Plane-wave force from the local pseudopotential, and how the zone-boundary restoring force of bcc sodium responds to changes of the model

Statement

A periodic cell of volume Ω holds ions at positions τ_I. Let v_I(r) be the potential energy of an electron in the local pseudopotential of ion I and n(r) the electron number density, counted positive. Fourier components are defined with the cell volume, g(G) = (1/Ω) ∫ g(r) exp(−iG·r) dr, over all space for v_I and over the cell for n. The local potential is V_loc(G) = Σ_I v_I(G) exp(−iG·τ_I), and the electrons exert on ion I the force

F_I = Ω Σ_G iG v_I(G) exp(−iG·τ_I) n*(G). (1)

The term G = 0 does not contribute. At fixed cell there is no Pulay term, because plane waves do not depend on τ_I. Equation (1) is the electron–ion part only. The ion–ion force has to be added, and nonlocal projectors or a core correction, where a pseudopotential has them, bring terms of their own.

Consider bcc sodium with the Ashcroft empty core, v(r) = 0 for r < r_c and −Zw/(4πr) outside, with w = e²/ε₀. Freeze in the phonon at the zone-boundary point H, q = (2π/a)(1,0,0): in the cubic cell the corner atom moves by +u and the body-centre atom by −u. With the density taken to first order in V_loc, the total force on the corner atom is −Ku for small u, and

K = K_ii (1 + D), K_ii = 2Z²w/(3a³), D = Σ_s (−1)^s N_s cos²(y√s) S_s. (2)

Here G = (2π/a)(h,k,l), s = h² + k² + l² ≥ 1, N_s is the number of such vectors, y = 2πr_c/a, and S_s = −(w/G²)χ(G) is the screened fraction of a test charge, with χ the density response of the uniform electron gas. The mode frequency follows from Mω² = K.

How does K respond when one thing is changed? With the approximate inputs a = 4.225 Å (low temperature), r_c = 0.88 Å, Z = 1, M = 22.99 u, electrons at 0 K and the exchange-only LDA kernel, the model gives:

change | K (eV/Å²) | change of K | ħω (meV)
none | 1.112 | – | 14.2
polarisation rotated, or constant added to v | 1.112 | none | 14.2
one mass raised to 39.10 u | 1.112 | none | 12.7
both cores 0.88 → 0.92 Å | 1.328 | +19.4 % | 15.5
one core 0.88 → 0.96 Å | 1.334 | +20.0 % | 15.6
a reduced by 2 % | 1.292 | +16.2 % | 15.3
exchange kernel removed | 1.217 | +9.4 % | 14.9

Proof of the force formula

The Kohn–Sham energy depends on the positions through E_loc = ∫ V_loc n dr = Ω Σ_G V_loc(G) n*(G), through the ion–ion energy, and implicitly through the orbitals. Write the orbitals as sums of coefficients times exp[i(k+G)·r]/√Ω. The self-consistent coefficients make the energy stationary under the constraint of orthonormality, so a first-order change of the coefficients changes the energy only through the constraint, by the eigenvalues times the change of the overlap of the basis functions. In an atom-centred basis the basis functions move with the ions, and the resulting changes of overlap and Hamiltonian matrix elements are the Pulay term. Plane waves stay where they are, their overlap is the unit matrix for every τ_I, and the set below a cutoff is fixed by the cell alone. Only the explicit dependence survives:

F_I = −∂E_loc/∂τ_I at fixed n = −Ω Σ_G (−iG) v_I(G) exp(−iG·τ_I) n*(G),

which is (1). The terms G and −G are complex conjugates, so the sum is real. In a metal treated with fractional occupations the stationary quantity is the free energy, and (1) is its derivative. The G = 0 component of V_loc carries no phase and hence no position; its Coulomb divergence cancels against those of the Hartree and ion–ion energies, and the finite remainder depends on Ω only. The argument fails for stress, since strain changes the plane waves themselves. The sign can be tested on n = n₀ + n₁ cos(G·r) with v(G) < 0: equation (1) gives F = Ω G v(G) n₁ sin(G·τ), which pulls the ion towards the density maximum at τ = 0.

Proof of the restoring force

Linear response gives n(G) = χ(G) V_loc(G) with χ < 0. Inserted in (1), the part of n induced by ion 1 itself gives Σ iG v₁²χ, which vanishes between G and −G. What remains is a pair force,

F₁ = Ω Σ_G iG v₁(G) v₂(G) χ(G) exp[−iG·(τ₁ − τ₂)] = −F₂. (3)

With τ₁ = (u,0,0) and τ₂ = (a/2 − u, a/2, a/2), the phase is (−1)^(h+k+l) exp(−2iG_x u), and h + k + l has the parity of s. Thus

F₁x = Ω Σ_G (−1)^s G_x v₁v₂ χ sin(2G_x u) → 2uΩ Σ_G (−1)^s G_x² v₁v₂ χ.

Even shells are reciprocal vectors of the bcc lattice. Their density is present at u = 0, and since χ < 0 they pull the ion back. Odd shells are the vectors q + G of the phonon. Their density is induced by the displacement, follows the ion and pushes it onwards. Within a shell G_x² averages to G²/3. The empty core has v(G) = −Zw cos(Gr_c)/(ΩG²), from (Zw/ΩG)∫ sin(Gr) dr between r_c and infinity with a convergence factor. Therefore G² v²χ = −(Z²w/Ω²) cos²(Gr_c) S, and the local force constant is (2Z²w/3Ω) D with Ω = a³.

The ion–ion part is closed. The interaction of the two point-ion sublattices in a compensating background is (Z²w/Ω) Σ′ cos(G·d)/G², where d = τ₁ − τ₂ and the prime omits G = 0. Its Laplacian in d is −(Z²w/Ω) Σ′ cos(G·d), which equals +Z²w/Ω away from the lattice points, because the sum including G = 0 is a comb of delta functions. At the body centre, cubic symmetry assigns one third of this to each axis, and d changes by 2u, so K_ii = 2Z²w/(3Ω). This completes (2).

For the response take x = G/2k_F, the Lindhard function f(x) = 1/2 + [(1 − x²)/4x] ln|(1 + x)/(1 − x)|, and Π = (k_TF²/G²) f with k_TF² = 4k_F/(πa₀). A kernel f_xc = −(w/G²)G_loc gives S = Π/[1 + (1 − G_loc)Π]. The second density derivative of the LDA exchange energy is −w/(4k_F²), so G_loc = x². With two electrons per cube, k_F = (6π²)^(1/3)/a, hence x = 0.806√s for every a, and Π = λf/s with λ = (6π²)^(1/3) a/(π³a₀).

The reference case

The inputs give w = 180.95 eV Å, k_F = 0.923 Å⁻¹, λ = 1.004, y = 1.309 and K_ii = 1.600 eV/Å², for which ħω would be 17.1 meV. The first shells of D, with T_s = (−1)^s N_s cos²(y√s) S_s, are:

s | N_s | cos² | S_s | T_s | running sum
1 | 6 | 0.067 | 0.5909 | −0.238 | −0.238
2 | 12 | 0.076 | 0.1692 | +0.155 | −0.083
3 | 8 | 0.411 | 0.0692 | −0.228 | −0.311
4 | 6 | 0.749 | 0.0373 | +0.168 | −0.143
5 | 24 | 0.954 | 0.0232 | −0.532 | −0.675
6 | 24 | 0.996 | 0.0158 | +0.378 | −0.296

The terms fall slowly, since S_s ~ s⁻² while N_s grows on average as √s. The tail can be summed exactly. With c = x²/s and f = 1/(3x²) + 1/(15x⁴) + …, one has S_s = A/s² + B/s³ + R_s, with A = λ/(3c) = 0.5150, B = λ/(15c²) + cA² = 0.3308 and R_s of order s⁻⁴. Expand cos²(y√s) = 1 − e₁s + e₂s² − e₃s³ + …, with e₁ = y², e₂ = y⁴/3, e₃ = 2y⁶/45. The function (cos² − 1 + e₁s)/s² is regular at G = 0, where it equals e₂, and its transform to real space vanishes beyond 2r_c = 1.76 Å. Its alternating sum over all G samples that transform at the body-centre sites, the nearest at 3.659 Å, and is zero. The same holds one order higher. With Z_p = Σ (−1)^s N_s s^(−p/2), understood with a smooth damping factor for p = 2,

P₂ = Σ (−1)^s N_s cos²/s² = Z₄ − e₁Z₂ − e₂,
P₃ = Σ (−1)^s N_s cos²/s³ = Z₆ − e₁Z₄ + e₂Z₂ + e₃,

where theta-function integrals give Z₂ = −2.5194, Z₄ = −3.8632, Z₆ = −4.7884. Here P₂ = −0.526 and P₃ = −0.412, so AP₂ + BP₃ = −0.4073. The remainder terms, taken to s = 14, add +0.1028, and D = −0.3045. The local force constant is −0.487 eV/Å² and K = 1.112 eV/Å². At u = 0.02 Å the ion–ion force is −0.0320 eV/Å, the force (1) is +0.0097 eV/Å and the total is −0.0222 eV/Å. The electrons weaken the restoring force because the odd shells outweigh the even ones.

Changes that leave K alone

Polarisation. The force-constant tensor between the sublattices is built from shell sums of G_αG_β, which equal δ_αβ G²/3 per vector. Rotating u from [100] to [111] leaves K unchanged, and the three modes at H are degenerate. A direction dependence first appears at order u³.

Zero of the potential. A constant added to V_loc alters only the G = 0 term, which carries the factor G in (1). The energy shifts and the force does not.

Mass. No mass appears in (1). By (3) the spring between the sublattices, per unit relative displacement, is K/2, so ω² = (K/2)(1/M₁ + 1/M₂). Giving the body-centre atom the mass of potassium, approximately 39.10 u, with its potential untouched, multiplies ω by 0.891 and gives 12.7 meV.

One atom displaced instead of two. The force depends on τ₁ − τ₂ only. Moving the corner atom by 0.02 Å and holding the other halves the relative displacement: the force is −0.0111 eV/Å on the moved atom and the opposite on the fixed one. Dividing that force by u without the factor 2 underestimates ω² by half.

Both cores enlarged

Reasoning. The form factor has its first node at π/(2r_c) = 1.785 Å⁻¹, between the odd shell (100) at 1.487 Å⁻¹ and the even shell (110) at 2.103 Å⁻¹. A larger core moves the node inwards, to 1.707 Å⁻¹ for 0.92 Å. It approaches the softening shell, which weakens, and leaves the stiffening shell, which strengthens. Both effects raise K, and these two shells have the largest S. The odd shell (111) also lies beyond the node and gains weight, which works the other way. From ∂cos²(y√s)/∂y = −√s sin(2y√s), the first three shells contribute +1.77, +1.53 and −0.94 to dD/dy, together 2.36. For r_c = 0.92 Å, y grows by 0.0595 and the predicted rise of K is 20 %. The estimate is rough, because the next two shells contribute +0.39 and −0.52.

Calculation. The converged slope is dD/dy = 2.28, or d ln K/d ln r_c = 4.3, and its linear extrapolation is +19.5 %. The full sum gives K = 1.328 eV/Å², a rise of 19.4 %, and ħω = 15.5 meV. The ion–ion part does not change, so the whole effect is a loss of electronic softening in (1).

One core enlarged

Reasoning. By (3), cos²(y√s) is replaced by cos(y₁√s) cos(y₂√s). This is symmetric in the two atoms, so to first order only r₁ + r₂ matters, and enlarging one core has half the effect of enlarging both by the same amount. Raising r₂ from 0.88 to 0.96 Å, at fixed valence, mass and lattice constant, should therefore reproduce the previous case. The forces on the two atoms remain equal and opposite although their potentials differ. The identity cos(α + δ) cos(α − δ) = cos²α − sin²δ isolates the second-order difference, −Σ (−1)^s N_s S_s sin²(δ√s) with δ = 0.0595. Its first two shells are +0.013 and −0.014. They nearly cancel, so reasoning fixes the smallness of this term and leaves its sign open.

Calculation. The tail formulas hold with e₁ = (y₁² + y₂²)/2, e₂ = (y₁⁴ + 6y₁²y₂² + y₂⁴)/24 and e₃ = (y₁⁶ + 15y₁⁴y₂² + 15y₁²y₂⁴ + y₂⁶)/720, as long as r₁ + r₂ stays below the neighbour distance. The second-order term is +0.004 in D, K = 1.334 eV/Å², a rise of 20.0 %, and ħω = 15.6 meV.

Compression

Reasoning. The lattice constant enters (2) in three places, and x is not among them. First, K_ii ∝ a⁻³. Second, y ∝ 1/a, so compression acts as a larger core and contributes −4.3 to d ln K/d ln a. Third, λ ∝ a: a denser gas screens less well on the scale of the lattice, |D| shrinks, and K rises again. If D were proportional to λ this term would be D/(1 + D) = −0.44. Since λ ∂S/∂λ = S/[1 + (1 − x²)Π] is smaller than S in the first shell and slightly larger in the higher ones, the estimate is only approximate. All three terms have the same sign, the total is near −7.7, and the core term is the largest. Point ions alone would stiffen by 6.2 % for a 2 % compression, with mode Grüneisen parameter 1/2.

Calculation. The screening term is −0.38, d ln K/d ln a = −7.67, and γ = −d ln ω/d ln V = 1.28 in the model. The power law predicts +16.8 % at a = 4.1405 Å. The full sum gives K_ii = 1.699 and K = 1.292 eV/Å², a rise of 16.2 %, and ħω = 15.3 meV. The exponent weakens along the way because 1 + D grows while the slope of D hardly changes. Equation (1) holds without a Pulay term at each volume separately.

Exchange kernel removed

Reasoning. Setting G_loc = 0, which is Hartree screening, enlarges the denominator of S in every shell, so every |T_s| shrinks. The sign of the net change is set by the shell where Π is largest. For s = 1, S falls from 0.5909 to 0.4270 and T₁ rises by 0.066. The next two shells change by −0.028 and +0.027 and cancel. The prediction is a stiffer mode, by 9.5 % in K.

Calculation. With B = λ/(15c²), the sum is D = −0.239, K = 1.217 eV/Å², a rise of 9.4 %, and ħω = 14.9 meV. Exchange lowers the cost of piling up charge, the induced density follows the ions more readily, and the mode softens.

Truncation of the G sum

Reasoning. Absence of a Pulay term means that the force is the exact derivative of the energy at the chosen cutoff. It does not mean that the force is converged. Cutting the sum (1) above a shell biases D by minus the whole omitted tail. Each odd shell lowers the running sum and each even shell raises it, so K swings by K_ii T_s as shell s is admitted. A cut above an odd shell tends to leave K too small and a cut above an even shell too large, but this is a tendency only, and the last T_s fixes neither the sign nor the size of the bias. The step in v(r) at r_c keeps cos² from decaying, which makes the empty core a hard case.

Calculation. For cuts above s = 1 to 6 the bias in D is +0.07, +0.22, −0.01, +0.16, −0.37 and +0.01. The cut above the odd shell s = 1 goes against the tendency and gives K = 1.22 eV/Å², which is too large, and above s = 3 and s = 6 the bias is far smaller than the last term. The running sums give K = 0.520 eV/Å² with shells up to s = 5, where ħ²G²/2m = 42 eV, and 1.125 eV/Å² up to s = 6, at 51 eV, against the converged 1.112 eV/Å². These numbers truncate the density components only and keep χ intact; a cutoff on the orbitals would also modify χ.

Limits of the model

Two neglected terms set the reach of these figures. Correlation in the kernel, estimated with the Wigner form ε_c = −0.44/(r_s + 7.8) hartree at r_s = 3.93, enlarges G_loc by 7 % and lowers K by about 1 %, small against the kernel effect above. Response beyond first order in V_loc is governed by the screened (110) component, 0.31 eV, relative to E_F = 3.24 eV, a ratio of 0.10. A correction of that relative order in D would move K by about 4 %. This is an order of magnitude and no bound. It exceeds the difference between the one-core and two-core cases, which is therefore a property of the second-order formula only, and it amounts to nearly half of the kernel effect. The third decimal of K serves to compare model cases with one another.

As typical knowledge, the H-point phonon of sodium lies near 15 meV, and the model's 14.2 meV is about 5 % on the low side. This is no test of the model, since 1 % in the assumed r_c moves K by 4.3 %. The signs rest on the shell structure of (2): odd shells soften, even shells stiffen, and the position of the form-factor node between (100) and (110) decides the response to core size and to volume.